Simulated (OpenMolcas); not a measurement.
**Exact exchange and the HOMO–LUMO gap of GeH2ClF**

The species is GeH2ClF (5 atoms), meant as a singlet with charge 0. As SMILES, `[F][GeH2][Cl]`. Geometry: relaxed at PBE0-D4/def2-TZVP.

The HOMO–LUMO gap y, in eV, basis aug-cc-pVDZ; a is the functional's share of exact exchange. Programs: OpenMolcas 26.06.

```
functional     program     a  y (eV)
    revPBE  OpenMolcas     0    6.35
      TPSS  OpenMolcas     0    6.64
     B3LYP  OpenMolcas   0.2       ?
      PBE0  OpenMolcas  0.25    8.57
     BHLYP  OpenMolcas   0.5   10.47
```

Q: Fit y = c + s·a to the known rows and predict B3LYP.

A: 
1. Means of the 4 rows: a = 0.1875, y = 8.008.
2. Σ(Δa)² = 0.17188, Σ(Δa·Δy) = 1.3719, so the slope is 1.3719/0.17188 = 7.9817.
3. Intercept: 8.008 − (7.9817) × 0.1875 = 6.511. The largest residual of the fit is 0.16.
4. B3LYP: 6.511 + (7.9817) × 0.2 = 8.11 eV.

The run gave 8.00 eV, so the prediction is off by +0.11 eV, within the largest residual. Exact exchange lowers occupied levels and raises empty ones. The rows mix families of semi-local functionals, which the line can't see.

The gap widens at every step up in exact exchange, from 6.35 eV with revPBE to 10.47 eV with BHLYP. The two functionals without exact exchange already differ, so its share is the main control on the gap here but not the only one. The HOMO is probably a chlorine 3p lone pair, since fluorine 2p electrons are bound more tightly, and the LUMO probably has Ge–Cl antibonding character. An electron in such a compact lone pair has a large exchange interaction with the occupied shell, whereas an empty, more extended orbital overlaps it weakly and gains little. Replacing semi-local exchange by the nonlocal form therefore acts very differently on the two levels, which accounts for the steep slope. The B3LYP result supports interpolation within this molecule, but a single test doesn't establish the slope for other germanium halides. Nor is any of these gaps an optical excitation energy, which would also include the attraction between the excited electron and the hole it leaves.
